## Worked problem: ammonia decomposition on tungsten, from half order to zero order

### Statement

A polycrystalline tungsten film at $T = 1100$ K decomposes ammonia at low conversion, the products being swept away. Represent the reaction by two one-site steps with adsorbed nitrogen as the only intermediate:

1. $\mathrm{NH_3} + * \rightarrow \mathrm{N}* + \tfrac32\,\mathrm{H_2}$, rate per empty site $k_1 p$
2. $\mathrm{N}* \rightarrow \tfrac12\,\mathrm{N_2} + *$, rate per occupied site $k_2$

The sites bind nitrogen unequally. Let $s$ be the standard free energy of adsorption divided by $RT$, counted from the most strongly binding sites, so that $s$ grows as binding weakens. The sites are spread uniformly over $0 \le s \le f$, and both steps obey a Brønsted–Evans–Polanyi relation with transfer coefficient $\alpha = 1/2$. Rates $r/L$ are NH$_3$ molecules converted per site per second.

Assumed inputs, all illustrative: site density $L = 1.0\times10^{15}$ cm$^{-2}$; width $f = 8.0$; reactive sticking probability $\sigma_0 = 0.40$ and $k_2^0 = 100$ s$^{-1}$, both at $s = 0$; molar mass of NH$_3$ 17.03 g mol$^{-1}$; gas next to the surface at the surface temperature. The values of $k_2^0$ and $\sigma_0$ were chosen to reproduce typical behaviour of tungsten near this temperature, namely zero order at tens of Torr and above, with a rate of roughly $10^{18}$ to $10^{19}$ cm$^{-2}$ s$^{-1}$.

(a) Find the pressures that bound the fractional-order range. (b) Find the rate and the local order $n = \mathrm{d}\ln r/\mathrm{d}\ln p$ at $10^{-4}$, 0.050, 1.0, 10 and 100 Torr. (c) Find the error of the medium-coverage power law. (d) Find the limiting laws and the pressure at which $n$ falls to 0.10.

### Why the formula holds

Take the general sequence $\mathrm{A_1} + * \rightleftharpoons \mathrm{B_1} + \mathrm{I}*$, $\;\mathrm{I}* + \mathrm{A_2} \rightleftharpoons \mathrm{B_2} + *$, where $A_i$ and $B_i$ denote the activity factors in the rate laws. All constants below refer to $s = 0$:

$$a = k_1A_1 + k_{-2}B_2,\qquad b = k_{-1}B_1 + k_2A_2,\qquad N = k_1A_1k_2A_2 - k_{-1}B_1k_{-2}B_2 .$$

Here $a$ is the frequency of filling a site and $b$ that of emptying it. Following Temkin, constants that fill a site scale as $e^{-\alpha s}$ and those that empty it as $e^{(1-\alpha)s}$, so that their ratio scales as $e^{-s}$, as an adsorption constant must. Each term of $N$ holds one constant of each kind and scales as $e^{(1-2\alpha)s}$, which is unity for $\alpha = 1/2$. With every site in its own steady state, the rate of a site is $N$ over the sum of the filling and emptying frequencies, and the average is

$$\frac rL = \frac1f\int_0^f \frac{N\,\mathrm ds}{a e^{-s/2} + b e^{s/2}} .$$

Put $u = (b/a)e^{s}$, which equals $(1-\theta)/\theta$ for a site of coverage $\theta$. Then $\mathrm ds = \mathrm du/u$, the denominator is $\sqrt{ab}\,(1+u)/\sqrt u$, and $\int u^{-1/2}(1+u)^{-1}\mathrm du = 2\arctan\sqrt u$. Hence

$$\frac rL = \frac{2N}{f\sqrt{ab}}\,D,\qquad D = \arctan\sqrt{u_1} - \arctan\sqrt{u_0},\qquad u_0 = \frac ba,\quad u_1 = u_0e^{f}.$$

At medium coverage the strongest sites are full ($u_0 \ll 1$) and the weakest are empty ($u_1 \gg 1$). Setting $D = \pi/2$ gives the power law $r_{\rm PL}/L = \pi N/(f\sqrt{ab})$. Since $\arctan x = \pi/2 - \arctan(1/x)$ for $x > 0$,

$$\epsilon \equiv 1 - \frac{r}{r_{\rm PL}} = \frac2\pi\left[\arctan\sqrt{u_0} + \arctan\frac1{\sqrt{u_1}}\right] \approx \frac2\pi\left(\sqrt{u_0} + \frac1{\sqrt{u_1}}\right).$$

The power law always lies too high, because it counts sites beyond both ends of the distribution. Referred to the exact rate, its excess is $\epsilon/(1-\epsilon)$, which equals $\epsilon$ only to first order.

### Solution

**(a) Constants and range.** With $RT = 9.146$ kJ mol$^{-1}$ the spread is $fRT = 73.2$ kJ mol$^{-1}$. The impingement flux per unit pressure is

$$Z = \frac{1}{\sqrt{2\pi m k_BT}} = 2.567\times10^{20}\ \mathrm{cm^{-2}\,s^{-1}\,Torr^{-1}},$$

so $k_1^0 = \sigma_0Z/L = 1.027\times10^{5}$ s$^{-1}$ Torr$^{-1}$, a value carried forward as printed. Both steps being irreversible, $a = k_1^0p$, $b = k_2^0$, $N = ab$, and

$$\frac rL = \frac{2\sqrt{k_1^0k_2^0p}}{f}\,D = 801.2\ \mathrm{s^{-1}}\,(p/\mathrm{Torr})^{1/2}D,\qquad \frac{r_{\rm PL}}{L} = 1258\ \mathrm{s^{-1}}\,(p/\mathrm{Torr})^{1/2}.$$

The strongest sites are half full ($u_0 = 1$) at $p_0 = k_2^0/k_1^0 = 9.74\times10^{-4}$ Torr, the weakest ($u_1 = 1$) at $p_1 = p_0e^{f} = 2.90$ Torr. Thus $u_0 = p_0/p$ and $u_1 = p_1/p$, and the fractional range $p_0 \ll p \ll p_1$ is centred on $p_c = p_0e^{f/2} = 0.0532$ Torr.

**(b) Rate and order.** Both $u$ vary as $1/p$, so $\mathrm d\arctan\sqrt u/\mathrm d\ln p = -\tfrac12\sqrt u/(1+u)$ and

$$n = \frac12 - \frac{1}{2D}\left[\frac{\sqrt{u_1}}{1+u_1} - \frac{\sqrt{u_0}}{1+u_0}\right].$$

At 0.050 Torr, $\sqrt{u_0} = 0.13955$ and $1/\sqrt{u_1} = 0.13125$, with arctangents 0.1387 and 0.1305. Then $D = 1.5708 - 0.1387 - 0.1305 = 1.3016$, the prefactor is 179.1 s$^{-1}$, and $r/L = 233$ s$^{-1}$. The other pressures follow alike.

| $p$ / Torr | $\sqrt{u_0}$ | $\sqrt{u_1}$ | $D$ | $(r/L)$ / s$^{-1}$ | $(r_{\rm PL}/L)$ / s$^{-1}$ | $n$ |
|---|---|---|---|---|---|---|
| $10^{-4}$ | 3.12 | 170 | 0.3043 | 2.44 | 12.6 | 0.968 |
| 0.050 | 0.140 | 7.62 | 1.3016 | 233 | 281 | 0.503 |
| 1.0 | 0.0312 | 1.70 | 1.0088 | 808 | $1.26\times10^3$ | 0.299 |
| 10 | 0.00987 | 0.539 | 0.4843 | $1.23\times10^3$ | $3.98\times10^3$ | 0.079 |
| 100 | 0.00312 | 0.170 | 0.1656 | $1.33\times10^3$ | $1.26\times10^4$ | 0.0096 |

**(c) Medium-coverage error.** At 0.050 Torr the leading estimate is $\epsilon \approx 0.172$ and the arctangent form gives 0.171, so the power law exceeds the exact rate by 20.7 %. At 1.0 Torr the estimate, 0.394, overshoots the exact 0.358, because $1/\sqrt{u_1}$ is no longer small. Above $p_1$ the estimate is useless: at 100 Torr the power law is too high by a factor of 9.5.

The derivative of $\epsilon$ with respect to $\ln p$ is proportional to the bracket in $n$, which vanishes at $u_0u_1 = 1$, that is at $p_c$. There $\sqrt{u_0} = 1/\sqrt{u_1} = e^{-f/4}$, the order is exactly $1/2$, and the error has its minimum,

$$\epsilon_{\min} = \frac4\pi\arctan e^{-f/4} = 0.171 .$$

An observed order of one half therefore does not show that the power law gives the right magnitude: the two truncations cancel in the slope and add in the rate. To reach $\epsilon_{\min} = 0.05$ one needs $f = -4\ln\tan(0.05\pi/4) = 12.9$, a spread of 118 kJ mol$^{-1}$ at this temperature.

**(d) Limits.** At high coverage, $u_1 \ll 1$, $D \to \sqrt{u_0}\,(e^{f/2}-1)$; at low coverage, $u_0 \gg 1$, $D \to (1-e^{-f/2})/\sqrt{u_0}$. Then

$$\frac rL \to \frac Na\,\frac{2(e^{f/2}-1)}{f}\quad(\theta\to1),\qquad \frac rL \to \frac Nb\,\frac{2(1-e^{-f/2})}{f}\quad(\theta\to0).$$

The factors $N/a$ and $N/b$ are the limits of the uniform Langmuir rate $N/(a+b)$, so its orders return, and the spread survives only as the site average of $e^{\pm s/2}$. Here $N/b = k_1^0p$ gives first order, $r/L = 2.52\times10^4$ s$^{-1}$ Torr$^{-1}\times p$, or 2.52 s$^{-1}$ at $10^{-4}$ Torr against the exact 2.44 s$^{-1}$. At high pressure $N/a = k_2^0$ gives zero order,

$$\frac{r_\infty}{L} = \frac{2\,(100\ \mathrm{s^{-1}})}{8.0}\,(e^{4}-1) = 1.34\times10^{3}\ \mathrm{s^{-1}} .$$

At 100 Torr the weakest sites have $\theta = 1/(1+u_1) = 0.972$ and the rate has reached 99.0 % of $r_\infty$. Solving $n(p) = 0.10$ numerically gives $p = 7.4$ Torr. The scale of the crossover is $p_1$, set by the weakest sites, which fill last and carry most of the plateau rate.

### Reach of the model

The plateau $r_\infty = 1.3\times10^{18}$ cm$^{-2}$ s$^{-1}$ and the crossover pressure are the model's numbers. They follow from inputs chosen for the purpose and test nothing about tungsten.

Hydrogenation of adsorbed nitrogen would add $k_{-1}B_1$ to $b$. In the absence of N$_2$ readsorption $N$ and $a$ are unchanged, so the medium-coverage rate falls as $b^{-1/2}$, while the plateau, proportional to $N/a$, is untouched as long as $u_1 \ll 1$.

Nitrogen leaves by recombination of two atoms, which step 2 has treated as first order in $\theta$. Suppose instead that removal goes as $be^{s/2}\theta^2$ within patches of equal $s$. The steady state is then $1-\theta = u\theta^2$, the local rate is $\sqrt{ab}\,u^{1/2}\theta^2$, and $\theta$ still depends on $u$ alone, so the orders $1$, $1/2$ and $0$ and the plateau remain. With $u = (1-\theta)/\theta^2$ and $\mathrm du = -(2-\theta)\theta^{-3}\mathrm d\theta$, the constant $\pi$ of the power law becomes

$$\int_0^\infty u^{-1/2}\theta^2\,\mathrm du = \int_0^1\frac{2-\theta}{\sqrt{1-\theta}}\,\mathrm d\theta = \frac83 ,$$

which is 15 % lower. This shift rivals $\epsilon_{\min}$, so the third figure of the tabulated rates belongs to the one-site model alone.